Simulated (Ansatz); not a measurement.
## A ladder of methods for GaH3F− (SMILES [F][GaH3-])

The species is GaH3F− (5 atoms), meant as a singlet with charge -1. SMILES: `[F][GaH3-]`. The shape comes from GFN2-xTB, which is rough for such elements, and wasn't checked as a minimum.

```xyz
5

F    -0.5006   -0.4959    1.5331
Ga    0.0294    0.0269   -0.0843
H    -0.8739    1.2297   -0.4738
H    -0.1773   -1.1961   -1.0215
H     1.5223    0.4354    0.0466
```

Quantity: the energy change with the F1–Ga2 bond stretched from 1.781 to 3.561 Å, in eV. The values are calculated.

```
                        level                    kind  program  value (eV)  less FCI/STO-3G  CPU time (all runs)
    SVWN5/STO-3G (restricted)                     LDA   Ansatz        4.54            +3.93                2.8 s
      PBE/STO-3G (restricted)                     GGA   Ansatz        4.11            +3.50                5.8 s
     PBE0/STO-3G (restricted)           global hybrid   Ansatz        5.10            +4.49                5.8 s
    wB97X/STO-3G (restricted)  range-separated hybrid   Ansatz        5.73            +5.12                 48 s
   B2PLYP/STO-3G (restricted)           double hybrid   Ansatz        3.98            +3.37                8.6 s
      MP2/STO-3G (restricted)     perturbation theory   Ansatz        5.45            +4.84               0.49 s
CCSD(T)/STO-3G (unrestricted)   coupled cluster or CI   Ansatz        0.48            -0.13                2.4 s
                   FCI/STO-3G      exact in the basis   Ansatz        0.61             0.00                 40 s
```

FCI/STO-3G is exact within its basis and frozen core, so for wave-function methods in that basis the difference is their error; functionals converge differently with the basis, so for them it is only a difference. All-electron rows without a relativistic Hamiltonian named are non-relativistic. Sets without diffuse functions describe the anion poorly. The first shape isn't each level's own minimum. The values span 0.48 to 5.73 eV. Spin contamination of the reference (⟨S²⟩ at least 0.1 too high) touches CCSD(T)/STO-3G. All rows use very small basis sets, so none should be taken for the real molecule's value. In the correlated wave-function rows the outer d shell of Ga is correlated, in sets not made for it. Times are those of the runs behind each value, whatever else they computed, on shared processors of several kinds: orders of magnitude only.

The main divide is between the restricted single-reference results, from 3.98 to 5.73 eV, and the exact 0.61 eV in the same basis. This suggests that the stretched singlet has strong open-shell character, roughly a fluorine atom beside a gallane radical anion, which one closed-shell determinant cannot describe. MP2, 4.84 eV too high, does not repair that reference. From PBE through PBE0 to wB97X the cost rises with the share of exact exchange, as expected when static correlation is missing; B2PLYP breaks the sequence, probably through its perturbative term.

Chemically, the small exact value is suspect. Fluoride binds strongly to the Lewis-acidic gallium of gallane, and the bond should break heterolytically, leaving two closed-shell fragments. A minimal valence shell cannot expand to hold the extra electron on fluorine, so it probably favours the radical channel artificially. The ladder therefore tests how methods handle an open-shell separation, not the fluoride affinity of gallane, and the larger restricted values are no more trustworthy for looking chemically reasonable.
